Lattice sums of Slater-geminal integrals at finite k: a wrong attempt and its repair

Explicitly correlated (F12) methods add to the wave function a correlation factor f(r₁₂) that depends on the distance between two electrons, and they need two-electron integrals over such kernels. In a crystal these integrals are summed over lattice vectors. Section 2 does that sum wrongly, and its numbers must not be used. Sections 3 to 6 find and mend the fault.

1. Building blocks (correct)

A product of two s-type Gaussians is one Gaussian. Let electron 1 have exp(−p₁|r₁−P|²) and electron 2 have exp(−p₂|r₂−Q|²). Integrating out the centre coordinate leaves (π/(p₁+p₂))^(3/2) G₀(R), with

G₀(R) = ∫ exp(−ρ|r−R|²) f(r) d³r, ρ = p₁p₂/(p₁+p₂), R = P − Q.

The Fourier convention is f̂(k) = ∫ f(r) exp(−ik·r) d³r. G₀ is a convolution, so its transform is (π/ρ)^(3/2) exp(−k²/4ρ) f̂(k). The sum of G₀(R+L) over lattice vectors L is periodic in R, and its Fourier coefficient at a reciprocal vector G is that transform divided by the cell volume Ω. This is Poisson summation:

(1) Σ_L G₀(R+L) = (π/ρ)^(3/2) Ω⁻¹ Σ_G f̂(G) exp(−G²/4ρ) exp(iG·R).

For a spherical kernel f̂(k) = (4π/k) ∫₀^∞ r f(r) sin(kr) dr. Two cases are

Slater, f = exp(−γr): f̂ = 8πγ/(k²+γ²)², f̂(0) = 8π/γ³;
f = exp(−βr²)/r: f̂ = 4π D(k/(2√β))/(k√β), f̂(0) = 2π/β,

with the Dawson function D(x) = exp(−x²) ∫₀^x exp(y²) dy. Both kernels are short-ranged, so the G = 0 term is finite and is kept. The Gaussian factor falls below ε beyond G_c = 2√(ρ ln(1/ε)); this bounds that factor in each term, not the whole tail.

We work with the dimensionless g = G₀/(π/ρ)^(3/2) and call its lattice sums W. The usual prefactor −1/γ of the Slater correlation factor is left out; it cancels in every ratio.

Inputs. Diamond is fcc with a ≈ 0.3567 nm (typical value) and bond vector τ = (a/4)(1,1,1). We take γ = 20 nm⁻¹, near the typical choice of one inverse bohr (19 nm⁻¹), and p₁ = p₂ = 100 nm⁻², roughly what outer valence Gaussians of carbon give, so ρ = 50 nm⁻². Then Ω = a³/4 = 0.011346 nm³, b = 2π/a = 17.615 nm⁻¹, b² = 310.28 nm⁻², b²/4ρ = 1.5514 and 8πγ/Ω = 4.4302×10⁴ nm⁻⁴. A wave vector of squared length n b² carries the weight

t(n) = (8πγ/Ω) exp(−n b²/4ρ)/(n b²+γ²)².

For ε = 10⁻⁸, G_c = 60.70 nm⁻¹, that is n ≤ 11.87.

Wanted: W for the pair density ψ*_k ψ_k′ of electron 2, with k′ − k = q = b(½,½,½), an L point of the zone, as occurs on a Γ-centred 2×2×2 mesh.

2. The wrong attempt (WRONG throughout)

(W1) The Bloch phases of ψ*_k and ψ_k′ cancel, so the pair density repeats unchanged in every cell.
(W2) Hence W(R) = Σ_L g(R+L), and (1) applies as it stands.
(W3) With G = b(h,k,l), all odd or all even, the shells at R = 0 are

n = 0, 1 vector: 0.27689
n = 3, 8 vectors: 0.00191
n = 4, 6 vectors: 0.00020

and the shells n = 8 and 11 add less than 10⁻⁶. The wrong answer is W(0) = 0.27899.
(W4) At R = τ the phase is G·τ = (π/2)(h+k+l). The n = 3 shell cancels and n = 4 changes sign, so the wrong answer is W(τ) = 0.27669.

3. The symptom

The result contains no q. A test follows from the mesh itself. On an N×N×N Γ-centred mesh the average of exp(−iq·L) over q is 1 when L belongs to the N-fold supercell lattice and 0 otherwise. A mesh calculation is equivalent to that supercell, so the mesh average of W(0) must be the home-cell value g(0) plus images at supercell distances, and it must tend to g(0) as N grows.

The real-space function has a closed form. With u = γ/(2√ρ) = √2 and s = √ρ R, the angular integral and completion of the square give

g(R) = (exp(u²)/2s) [(s+u) exp(2us) erfc(u+s) + (s−u) exp(−2us) erfc(u−s)],
g(0) = (1+2u²) exp(u²) erfc(u) − 2u/√π = 0.08525.

For N = 2 the images add 0.00225, nearly all of it from twelve vectors of length √2 a, so the average must be 0.08750. The attempt returns 0.27899 for every q, hence for every mesh, however dense. Tightening ε does not move it, because the series has converged, to the wrong quantity.

4. The faulty line

The fault is (W1). Since ψ_k(r+L) = exp(ik·L) ψ_k(r), the pair density picks up exp(i(k′−k)·L) = exp(iq·L) under translation. The phases cancel only for k′ = k. That covers direct terms between two diagonal densities, but not exchange-type terms or the general pair integrals of a correlated calculation, where electron 2 carries q and electron 1 carries −q up to a reciprocal vector. A pair density built from atomic Bloch sums is a sum of Gaussian products, and each product is repeated with this phase.

5. The mended calculation

The Gaussian at Q + L has weight exp(iq·L) and lies at separation R − L. Relabelling L → −L,

W_q(R) = Σ_L exp(−iq·L) g(R+L) = exp(iq·R) Σ_L φ(R+L), φ(x) = exp(−iq·x) g(x).

The transform of φ at G is the transform of g at G + q. Applying Poisson summation to φ gives

(2) W_q(R) = Ω⁻¹ Σ_G f̂(|G+q|) exp(−|G+q|²/4ρ) exp(i(G+q)·R), |G+q| ≤ G_c.

The shift enters the kernel, the Gaussian, the plane wave and the cutoff sphere. Multiplying (1) by exp(iq·R) alone is no repair: it changes nothing at R = 0. Equation (2) obeys W_q(R+L) = exp(iq·L) W_q(R), is unchanged when q moves by a reciprocal vector, and reduces to (1) at q = 0.

L point. Here G + q = (b/2)(x,y,z) with x, y, z odd and equal modulo 4. At R = 0:

n = 3/4, 2 vectors: 0.06914
n = 11/4, 6 vectors: 0.00237
n = 19/4, 6 vectors: 0.00005

Higher shells add less than 2×10⁻⁶, and W_L(0) = 0.07156.

Real space confirms this. For L = (a/2)(i,j,k) with i+j+k even, the phase is (−1)^((i+j+k)/2). If an index is odd, reversing its sign flips the phase, so such shells cancel, the twelve nearest lattice points among them. What remains is g(0) − 6g(a) + 12g(√2 a) − 8g(√3 a) + … = 0.08525 − 0.01575 + 0.00222 − 0.00017 + 0.00001 = 0.07156, where the last entry collects the further shells.

At R = τ the phase is (π/4)(x+y+z). The cosine is −1/√2 for n = 3/4, +1/√2 for n = 11/4 and −1/√2 for n = 19/4, and the sines cancel between opposite vectors, so W_L(τ) = −0.04724. The sign is plain in real space: of the four bonded neighbours one enters with +1 and three with −1.

X point, q = b(1,0,0). The shells n = 1, 2, 5, 6 hold 2, 4, 8, 8 vectors and give 0.03722, 0.00764, 0.00004 and 0.00001, so W_X(0) = 0.04491.

The 2×2×2 mesh holds Γ, four L points and three X points, and by cubic symmetry the points of each kind share one value at R = 0. The average is (0.27899 + 4×0.07156 + 3×0.04491)/8 = 0.08750, as the supercell test demands.

6. Size of the error

quantity | wrong | mended | ratio
W(0) at Γ | 0.27899 | 0.27899 | 1
W(0) at L | 0.27899 | 0.07156 | 3.90
W(0) at X | 0.27899 | 0.04491 | 6.21
W(τ) at q = b(½,½,½) | 0.27669 | −0.04724 | −5.86
mesh average of W(0) | 0.27899 | 0.08750 | 3.19

A Γ-point test passes, which is how the slip survives. To see where it starts to matter, expand the dominant G = 0 term of (2) at R = 0: it falls by the fraction q²(2/γ² + 1/4ρ) to leading order, and the bracket is 0.010 nm². The slip is small only for |q| well below 10 nm⁻¹, whereas the L point lies at 15.25 nm⁻¹. A denser mesh does not help, because the differences k′ − k fill the whole zone.

These numbers are the model's: they hold for one s-type Gaussian product per electron with the chosen γ and ρ, and they are primitive integrals, not properties of diamond. The ratios change with the exponents, and the effect on a correlation energy needs the contraction with orbital coefficients. For these inputs, dropping q makes the zone-boundary integrals about four to six times too large and gives the bond-vector integral at q = b(½,½,½) the wrong sign.